Why does a crystal push back much harder when its bonds are shortened than it pulls back when they are lengthened by the same amount? In a density functional calculation of hexagonal SiGe, an 8 % cut in every length calls for about 35 GPa, while an 8 % stretch meets a tension of only 11 GPa. Near rest, both directions cost about 2.4 GPa per per cent of length. Carrying that rate on to 8 % would give 19 GPa either way, far too little for the squeeze and far too much for the pull.

Hexagonal SiGe (P6_3mc, 4 atoms per cell) at fixed atomic positions, computed with Ansatz 0.2.0 using PBEsol, plane waves and PAW, without spin polarization. The wave cutoff is 420 eV, the k mesh 12×12×6 and the Gaussian smearing 0.03 eV. Energies are at zero smearing, relative to crystalline Si and Ge in the same functional; stresses are positive in compression.

```
volume (Å³/atom)     c/a  shortest distance (Å)  energy over elements (eV/atom)  pressure (GPa)  stress xx (GPa)  stress zz (GPa)  largest force (eV/Å)
          16.528  1.6519                  2.202                           0.437           34.92            34.79            35.17                 0.146
          18.255  1.6522                  2.276                           0.164           17.05            17.03            17.10                 0.091
          21.225  1.6519                  2.394                           0.026            0.00             0.00             0.01                 0.001
          21.291  1.6521                  2.396                           0.026           -0.25            -0.23            -0.29                 0.011
          24.647  1.6521                  2.516                           0.132           -8.57            -8.54            -8.63                 0.039
          26.737  1.6519                  2.585                           0.260          -10.87           -10.84           -10.92                 0.062
```

Pressure is positive in compression and negative in tension. The energy is counted per atom from the separate elements, so the cost of deformation is its rise above the lowest value, 0.026 eV. Every row has the same fourfold-bonded structure, scaled almost evenly in all directions, with the atoms carried along and not relaxed.

**From 16.528 to 21.225 Å³ per atom: the squeezed crystal**

The stiffness falls quickly as the squeeze is released. Between the first two rows the bulk modulus, the pressure needed per relative change of volume, averages 180 GPa; between the next two it is 113 GPa. The crystal has not changed its bonding pattern on the way. Its bonds have only become longer.

Part of the high pressure is plain geometry. Pressure is force divided by area, and a shorter bond has less area to act on. Between the two 8 % rows this accounts for a factor of (1.08/0.92)² ≈ 1.38, whatever the bonds are made of. The pressures differ by a factor of 3.2, so a further factor of 2.3 must come from the force in each bond.

That force follows from the table if all the resistance is credited to the bonds between nearest neighbours. A small change of volume changes the energy by minus pressure times volume change, and each atom owns two bonds. The force per bond is therefore 3PV/(2d), with P the pressure, V the volume per atom and d the shortest distance. It is 2.45 eV/Å at 8 % squeeze and 1.05 eV/Å at 8 % stretch.

Theory explains why the bond itself is lopsided. When atoms approach, the valence electrons are confined more tightly and must still keep out of the filled inner shells, which raises their kinetic energy steeply. When atoms separate, the overlap that binds them fades, so each further stretch adds less restoring force than the one before. The table shows the resulting force but does not divide it into these parts.

A diatomic molecule behaves in the same way: its atoms are harder to push together than to pull apart. The likeness ends at the single bond. A molecule has no area over which to spread its force, and its one bond can break alone, whereas here all bonds must stretch together.

A simple law with this behaviour takes a spring and lets it weaken exponentially with length. Let s be the fractional shortening of the bond, negative on stretching. The bond force is then proportional to s·exp(as), and division by the area gives the Vinet equation:

P = 3B · s/(1 − s)² · exp(as)

B is the bulk modulus at zero pressure, and the factor 3 appears because volume changes three times as fast as length. Fitted to the pressures of all six rows, with the resting volume taken from the table, B is 81 GPa and a is 5.3. Each per cent of shortening thus makes the bond about 5 % stiffer, in the sense of force per unit of shortening; by the same law the slope of the force changes about twice as fast.

For the top row, s is 0.08. The spring and the area together give 3 × 81 × 0.08/0.92² ≈ 23 GPa. The stiffening factor, exp(5.3 × 0.08) ≈ 1.5, raises this to about 35 GPa, as computed. This row was part of the fit, so the agreement illustrates the law and does not predict a new value.

The second constant, which lets the stiffness change with length, does most of the work, and the exact form of the law does the rest. A spring without the exponential misses the pressures by 5 GPa on average (root mean square), and the Vinet curve by 0.02 GPa. The Birch–Murnaghan equation, also with two fitted constants, misses by 0.1 GPa. The output after this text gives the three fits.

In PBEsol, which makes gaps too small, and without spin-orbit coupling, the top row is a metal (the smearing is narrow for one), with bands overlapping by 0.19 eV, while the cell at rest has a gap of 0.35 eV. The pressure curve shows no visible kink between them, though with a single row in between a small one could go unseen. The reason is probably that closing the gap moves only a few electrons near the band edges, while the stiffness comes from all the bonding electrons. For practical use another limit matters more: silicon and germanium change to denser structures at roughly 10 GPa, so the two squeezed rows describe a crystal held in its open structure.

**At 21.225 and 21.291 Å³ per atom: the crystal at rest**

These two rows print the same energy, yet one has no pressure and the other is under a tension of 0.25 GPa. At the bottom of the energy curve the slope vanishes, so a 0.1 % change in length costs only about 0.05 meV per atom. Pressure is that slope and responds at once. For finding the resting volume, it is the sharper instrument, provided the wave cutoff is high enough; too low a cutoff biases the pressure.

The largest force behaves less regularly: it is about ten times greater in the second of these cells. The small change of volume cannot be the reason: stretching the second cell by 5 % shifts the force on each atom by about 0.05 eV/Å, so 0.1 % would shift it by about 0.001 eV/Å, and in the opposite direction. More likely the second cell differs slightly in shape: its c/a is 1.6521 against 1.6519, and its atoms may sit a little differently along the hexagonal axis, though their positions are not listed. The outputs name the PAW set only for the first cell and those scaled from it, but the unrounded energies of the two cells differ by just the expected 0.05 meV per atom, which argues against a change of set.

The difference carries over to other rows, because the cells near ±5 % were scaled from 21.291 and those at ±8 % from 21.225. Stress zz, along the axis, is 0.06 GPa below stress xx in the parent at 21.291 and almost equal to it in the one at 21.225. That offset helps to explain why the difference between the two stresses does not grow evenly with strain. Against pressures of many GPa it hardly counts. Away from rest the force along the axis grows with strain and points in opposite directions on squeeze and on pull, which the column of magnitudes hides. This is expected because the bond along the axis and the other three are not equivalent by symmetry, so even scaling need not keep them in balance. By the rough estimate in the output, letting the atoms move would gain less than half a meV per atom.

**From 24.647 to 26.737 Å³ per atom: the pulled crystal**

Here the fading bond shows most clearly. From the first of these rows to the second the stretch grows by more than half, from 5.1 to 8.0 %, but the tension grows by only about a quarter. The bulk modulus between them has dropped to 28 GPa. The bond force is still rising, but ever more slowly, and it is spread over a growing area. The gap nearly closes on this side too: it is 0.020 eV and direct at Γ in the first of these rows and 0.032 eV in the second, both comparable to the smearing, and a crossing between the sampled k points may be missed. Again the pressures show no visible kink.

The energy tells the same story. An 8 % squeeze costs 0.411 eV per atom and an 8 % stretch 0.234 eV, where an ideal spring would charge the same for both. The Vinet curve, fitted to pressures alone, gives both energies to within about 1 meV per atom. Because pressure is the slope of the energy, this confirms the shape of the curve, not the cause behind it.

The tension grows up to the last row, and the fitted curve has not levelled off there, so the table gives no ideal strength. Nor is 11 GPa a load that a real part would bear. Here all atoms are carried along evenly, so no crack can open, whereas real specimens usually fail at flaws long before all their bonds are stretched by 8 %.

Output of the analysis:

```
fit of pressure on 6 rows: coefficient of (1-ratio)/ratio**2*exp(s*(1-ratio)) 242.4 +/- 0.17, s 5.271; rms 0.0231, worst 18.255 -0.0411, leave-one-out rms 0.0718
fit of pressure on 6 rows: coefficient of (1-ratio)/ratio**2 286.8 +/- 42; rms 5.21, worst 26.737 -8.8, leave-one-out rms 8.09
fit of pressure on 6 rows: coefficient of g 79.51 +/- 0.42, coefficient of g*(ratio**(-2)-1) 28.95 +/- 2.5; rms 0.107, worst 18.255 -0.217, leave-one-out rms 0.345
Squeeze and pull:
     row  length change %  force per bond eV/A  bulk modulus from row above GPa  energy above minimum eV/atom  Vinet energy eV/atom  spring energy eV/atom  Vinet pressure miss GPa
  16.528           -7.999                2.454                              n/a                         0.411                0.4103                 0.3083                 0.009772
  18.255           -4.901                 1.28                            179.8                         0.138                0.1377                 0.1157                 -0.04112
  21.225                0                    0                            113.1                             0                     0                      0                        0
  21.291           0.1035              -0.0208                            80.52                             0             5.146e-05              5.165e-05                0.0008471
  24.647            5.109               -0.786                            56.84                         0.106                0.1053                 0.1257                 0.005511
  26.737            7.999               -1.053                            28.26                         0.234                0.2339                 0.3083                 -0.03718
Side effects:
     row  gap eV  stress zz less xx GPa  rough energy missed by fixed atoms meV/atom
  16.528  -0.191                   0.38                                       0.4441
  18.255   0.055                   0.07                                       0.1725
  21.225   0.347                   0.01                                    2.083e-05
  21.291   0.354                  -0.06                                     0.002521
  24.647    0.02                  -0.09                                      0.03169
  26.737   0.032                  -0.08                                      0.08008
Bulk modulus at zero pressure, Vinet, GPa: 80.81
Pressure derivative of the bulk modulus, Vinet: 4.514
Pressure at 8% shorter over tension at 8% longer: 3.213
Part of that ratio due to area alone: 1.378
Ratio of the bond forces, 8% shorter over 8% longer: 2.331
Same bond force ratio from the Vinet curve: 2.324
Energy cost ratio, 8% shorter over 8% longer: 1.756
Rms miss of the Vinet energies, meV/atom: 0.4214
```
